## Counting the planes

A slab of seven equal atomic planes should, to a first guess, hold a seventh of its electronic states on each plane. The guess needs only two things: the planes must have the same composition, and the states must spread through the whole slab, as they do in a metal. Two of the planes are different, however, because they have a neighbour on one side only. The useful count is therefore not seven equal parts but five equal inner parts and two end parts of another size.

Let $N$ be the number of planes and $r$ the weight of an end plane relative to an inner one. The shares must add up to one, so that

$$s_\text{inner}=\frac{1}{N-2+2r},\qquad s_\text{end}=\frac{r}{N-2+2r}.$$

One number, $r$, carries all that the surface does in this rule. The rest is counting.

## What is being shared

Shares of the electronic states from 0 to 0.25 eV above the Fermi level on the atomic planes of an Al2Cu(101) slab, bottom to top, with heights measured from the top atom. Computed with Ansatz 0.2.0 using plane-wave PAW density functional theory (PBE, no spin polarization), a 420 eV cutoff, a 12 × 12 × 1 k mesh and 0.1 eV Gaussian smearing.

| row | plane share | plane formula | plane height (Å) |
| --- | --- | --- | --- |
| 1 | 0.169 | Al2Cu | -11.671 |
| 2 | 0.138 | Al2Cu | -9.770 |
| 3 | 0.135 | Al2Cu | -7.870 |
| 4 | 0.131 | Al2Cu | -5.970 |
| 5 | 0.132 | Al2Cu | -4.070 |
| 6 | 0.123 | Al2Cu | -2.184 |
| 7 | 0.172 | Al2Cu | -0.313 |

The column "plane share" gives the part of the states in a narrow energy window that lies on each plane. The window begins at the Fermi level and covers the first quarter of an electronvolt above it, where the states are mostly empty. Row 1 is the bottom plane and row 7 the top one; "plane height" is the mean height of a plane's atoms, measured from the topmost atom. Every plane has the formula Al2Cu, so no row is richer in copper than another.

The end planes hold 0.169 and 0.172 of the states, and each inner plane holds less than either. An even split would give 0.143 everywhere, which is too low at both ends and too high on all five inner planes. The pattern is that of a slab filled throughout, with some extra weight at its two faces.

## Choosing the end weight

The same calculation also gives plane shares for seven other energy windows, between 2 eV below and 1.5 eV above the Fermi level. For each of them I divide the mean share of the two end planes by the mean share of the five inner ones. The average of these seven ratios is 1.34, close to four thirds. The rule is then easy to remember: three parts for an inner plane, four parts for an end plane.

The shares in the table were not used to choose this weight. They do come from the same slab, so the comparison tests whether the rule carries over from one energy to another. It doesn't test whether the rule carries over to another material.

## Two rows worked

Five inner planes at three parts and two end planes at four parts make $5\times3+2\times4=23$ parts. Row 7 is an end plane, so its share is $4/23=0.174$. The calculation gives 0.172, and the estimate is about 1% too high.

Row 6 is an inner plane, so its share is $3/23=0.130$. The calculation gives 0.123, and the estimate is 6% too high. In relative terms this is the worst row of the table, which makes it a fair picture of what the rule can cost.

A share becomes a number of states when it is multiplied by the content of the window, 1.625 states per surface cell. For the top plane this gives $1.625\times4/23$, or about 0.28 states per cell. In this form, energy windows of the slab with different contents can be compared.

## Why an end plane holds more

The extra weight may look odd, since cutting a crystal doesn't add electrons to its last plane. Standard theory of a metal surface shows how the plane can stay nearly neutral and still hold more than its part of the states near the Fermi level. It has to hold less than its part of the deep states in exchange. The argument takes the electrons as free waves that are reflected at a hard wall, a reasonable start for an aluminium-rich metal.

A reflected wave has a node at the wall, so it is thin there. A long wave is thin over a greater depth than a short one. For electrons of wave number $k$, averaged over all directions of travel, the loss is equivalent to an empty layer of thickness $\pi/(4k)$. Slow electrons deep in the band therefore lose the most, and electrons at the Fermi level, with wave number $k_\mathrm{F}$, lose the least.

The metal must nevertheless be neutral. The wall therefore has to stand outside the edge of the positive charge by the average loss of all occupied states, which is $3\pi/(8k_\mathrm{F})$. Electrons at the Fermi level gain this additional room but lose only $\pi/(4k_\mathrm{F})$ at the node. They are left with a surplus at each face,

$$\frac{3\pi}{8k_\mathrm{F}}-\frac{\pi}{4k_\mathrm{F}}=\frac{\pi}{8k_\mathrm{F}}.$$

In words, the electron cloud spills out of the metal, and the fastest electrons profit most from the room outside. This surplus belongs to the face and not to the interior. If the density outside is counted with the nearest plane, most of it goes to the end plane.

## How much of the extra this explains

Three valence electrons from each aluminium atom and one from copper give $k_\mathrm{F}\approx1.7$ Å$^{-1}$. The surplus is then a little over 0.2 Å at each face, while neighbouring planes are 1.9 Å apart. Free electrons thus predict an extra of roughly a tenth of a plane. The table shows about three tenths.

The simple picture gives the right sign and the right order of magnitude, but less than half of the size. A real surface has a soft wall, and its atoms have lost neighbours, which changes their bonding and can move states towards the Fermi level. Either could supply the remainder, but that is a guess. The size also depends on how the density, above all the tail outside the slab, was divided among the planes, and this isn't known here. The picture also misses a finer point. It expects the surplus to grow slowly with energy, but the computed end weight falls from about 1.4 in the lowest window to about 1.3 just below the Fermi level. The weight of four thirds is therefore best taken as an empirical number, for which free electrons suggest the direction but not the size.

## How accurate the rule is

Over the seven rows the typical (root-mean-square) error of the rule is 0.005 in the share. The even split has 0.018, more than three times as much. No row is missed by more than about 6% of its computed value. One added parameter thus removes most of the error of plain counting.

What remains is mainly a difference between the two sides of the slab. Rows 2 and 6 are both second from a face, yet row 2 holds 0.015 more. A rule that treats the two faces alike must give these rows the same share, so it has to miss at least one of them by half of that difference. The largest error of the rule is hardly greater than this, and a finer choice of the end weight could not do much better.

The two faces are in fact not alike. The upper half of the slab was allowed to relax, and its last two spacings shrank slightly, while the lower half was held at bulk positions. Row 6 lies below row 2 in all eight energy windows, so the difference isn't an accident of this one. Before relaxation the two faces are expected to be equivalent by the symmetry of the crystal, which makes relaxation the likely cause. A slab with both faces relaxed, or both held, would test it. The still smaller differences among rows 3, 4 and 5 deserve no explanation, since the window contains few computed levels.

## Ordinary surface or surface state

A large share on the end planes is easily read as the mark of a surface state, a wave that is bound to the face and dies out inward. The other energy windows show why that reading isn't safe here. Their ratio of end to inner share runs from 1.26 to 1.44, and the present window, with 1.29, lies inside this range. An excess that appears at every energy examined belongs to the face in general, or to the way the density was divided among the planes, and not to one particular state.

The close-packed face of copper would be a useful contrast. It is known for a surface band near the Fermi level. In a window dominated by such a band, the end planes would stand out against windows that lack it, and a weight taken from those windows would be too small. The practical test is thus to compare energies before comparing planes. For Al2Cu the plane shares give no sign of a surface state, though a weak one could hide among the many states that fill the slab. The density in the vacuum, discussed below, does single out the present window, so the question stays open. Surface weights for each single level would help, if they were compared with the bulk bands and checked in a thicker slab.

## Where the rule stops

The first limit is energy. The end weight drifts from window to window, and it is greatest in the highest one, from 1 to 1.5 eV, where four thirds is too small. The highest levels of the calculation were only loosely converged, so that window may also be the least certain. Close to the Fermi level the levels themselves are more reliable, but four thirds is a little too large there.

The second limit is thickness. In a thicker slab of the same kind, the counting formula lets every share fall as planes are added, while the ratio of end to inner share stays the same. This is reasonable if the two faces don't disturb each other, but only one thickness was calculated. A semiconductor slab is a different case: inside its gap there are no bulk states to spread over the inner planes, so a count that begins with equal parts has lost its basis.

The third limit matters to anyone who wants to judge what a scanning tunnelling microscope would see. Such an instrument senses the density outside the surface, not the share on the top plane. The top plane holds the same share, 0.172, in this window and in the one just below the Fermi level. Yet at 3 Å above the topmost atom, the density per state is about 1.5 times as high in the present window. The window just above is dimmer again by a similar factor, although its share on the top plane is larger.

States of higher energy do reach farther into the vacuum, but a simple decay estimate gives a factor of only about 1.2 for the step up from the lower window. It would also make the window above brighter, not dimmer. The rest may come from a surface band, from the form of the states along the surface, or from details of the potential outside, which was rough where the density is thin. Plane counting can't tell these apart. It estimates how the states are divided within the metal, and the brightness of an image needs the density outside as well.
